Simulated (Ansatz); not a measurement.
# Strength of the C–C bond: C3H10Ge → GeH2(CH2)(CH3) + CH3

Species: C3H10Ge `C[CH2][GeH2][CH3]`, singlet; GeH2(CH2)(CH3), doublet; CH3 (methyl radical) `[CH3]`, doublet. 

Shapes, held fixed at every level: PBE0-D4/def2-TZVP. Flexible molecules stand in one conformer, not always the lowest. Programs: Ansatz 0.2.0. The zero-point and thermal change to 298 K, harmonic and unscaled (PBE0-D4/def2-TZVP), is -26.6 kJ/mol.

```json
{"level": "SPW92/def2-TZVPP", "kind": "LDA", "ΔH(298 K) (kJ/mol)": "+441.4", "less CCSD(T)/def2-TZVPP": "+80.7"}
{"level": "PBE-D4/def2-TZVPP", "kind": "GGA", "ΔH(298 K) (kJ/mol)": "+368.3", "less CCSD(T)/def2-TZVPP": "+7.6"}
{"level": "r2SCAN0-D4/def2-TZVPP", "kind": "global hybrid", "ΔH(298 K) (kJ/mol)": "+331.9", "less CCSD(T)/def2-TZVPP": "-28.8"}
{"level": "MP2/def2-SVP", "kind": "perturbation theory", "ΔH(298 K) (kJ/mol)": "+380.0", "less CCSD(T)/def2-TZVPP": "+19.3"}
{"level": "MP2/def2-TZVPP", "kind": "perturbation theory", "ΔH(298 K) (kJ/mol)": "+382.1", "less CCSD(T)/def2-TZVPP": "+21.4"}
{"level": "CCSD(T)/def2-SVP", "kind": "coupled cluster or CI", "ΔH(298 K) (kJ/mol)": "+362.7", "less CCSD(T)/def2-TZVPP": "+2.0"}
{"level": "CCSD/def2-TZVPP", "kind": "coupled cluster or CI", "ΔH(298 K) (kJ/mol)": "+348.5", "less CCSD(T)/def2-TZVPP": "-12.2"}
{"level": "CCSD(T)/def2-TZVPP", "kind": "coupled cluster or CI", "ΔH(298 K) (kJ/mol)": "+360.7", "less CCSD(T)/def2-TZVPP": "0.0"}
```

The highest level, CCSD(T)/def2-TZVPP, gives ΔH(298 K) = +360.7 kJ/mol; the levels span +331.9 to +441.4. The column of differences is taken from that level and isn't an error. No measured value is set beside it here. Open shells run unrestricted unless RO is named. Relativity is left out for Ge unless named. Correlated rows may include outer-core shells of Ge, which these sets cover unevenly.

Homolysis of this C–C bond costs 360.7 kJ/mol at the highest level, as expected for a strong, nearly nonpolar σ bond whose electron pair is split between two carbon-centred radicals. LDA overbinds heavily because it describes the more inhomogeneous densities of the separated fragments too poorly. Gradient corrections remove most of this error, but the hybrid falls below coupled cluster. As it differs from PBE in both its semilocal part and its exact exchange, the drop can't be assigned to either alone.

Connected triples strengthen the bond by 12.2 kJ/mol, since the intact molecule has more electron correlation to recover than the radicals. MP2 overshoots, probably by exaggerating that difference. Enlarging the basis slightly lowers the CCSD(T) value, though better correlation functions normally favour the bonded molecule. This suggests cancelling errors in the smaller set, not convergence. Whether germanium weakens the bond by stabilising the neighbouring radical centre through hyperconjugation would need the analogous alkane for comparison.
